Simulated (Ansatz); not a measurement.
## Ligand exchange: BH(CH3)(NH2) + C4H8O → BH(CH3)(OH) + C4H9N

Species: BH(CH3)(NH2), singlet; C4H8O (cyclobutanol) `OC1CCC1`, singlet; BH(CH3)(OH), singlet; C4H9N (cyclobutylamine) `NC1CCC1`, singlet. The partners trade NH2 for OH: B–NH2 and C–OH bonds give way to B–OH and C–NH2.

Shapes, held fixed at every level: PBE0-D4/def2-TZVP. Flexible molecules stand in one conformer, not always the lowest. Programs: Ansatz 0.2.0. The zero-point and thermal change to 298 K, harmonic and unscaled (PBE0-D4/def2-TZVP), is +0.1 kJ/mol.

(1) Estimate ΔH(298 K) of this reaction.

Results:

(1) The highest level, CCSD(T)/CBS estimate, gives ΔH(298 K) = -11.4 kJ/mol; the levels span -17.5 to -4.1. The column of differences is taken from that level and isn't an error. No measured value is set beside it here. The CBS estimate extrapolates MP2 from def2-TZVPP and def2-QZVPP and adds CCSD(T) − MP2 in the triple-zeta set, cores frozen.

| level | kind | ΔH(298 K) (kJ/mol) | less CCSD(T)/CBS estimate |
| --- | --- | --- | --- |
| HF/def2-TZVPP | Hartree–Fock | -11.6 | -0.2 |
| SPW92/def2-TZVPP | LDA | -4.1 | +7.3 |
| B2PLYP/def2-TZVPP | double hybrid | -9.5 | +1.9 |
| MP2/def2-TZVPP | perturbation theory | -13.9 | -2.5 |
| CCSD(T)/def2-SVP | coupled cluster or CI | -17.5 | -6.1 |
| CCSD/def2-SVP | coupled cluster or CI | -17.5 | -6.1 |
| CCSD(T)/def2-TZVPP | coupled cluster or CI | -11.8 | -0.4 |
| CCSD(T)/CBS estimate | coupled cluster or CI | -11.4 | 0.0 |

The exchange is modestly exothermic at every level, -11.4 kJ/mol at the highest, so boron's preference for oxygen over nitrogen exceeds carbon's. The likely reason is the strongly polar B–O σ bond, reinforced by donation from an oxygen lone pair into the empty boron p orbital. Nitrogen is the better π donor, and the B–N π bond given up offsets part of that gain, as does the loss of the C–O bond, which keeps the balance small.

Because bond types are largely conserved, correlation nearly cancels: in the triple-zeta basis Hartree–Fock and CCSD(T) almost coincide, while MP2 overshoots slightly. The connected triples leave the double-zeta value unchanged, whereas going from double to triple zeta moves CCSD(T) from -17.5 to -11.8 kJ/mol, probably because the small set describes the polar bonds and lone pairs unevenly. The direction of the heat change is thus well supported, but the enthalpy alone doesn't show whether the exchange is kinetically accessible.
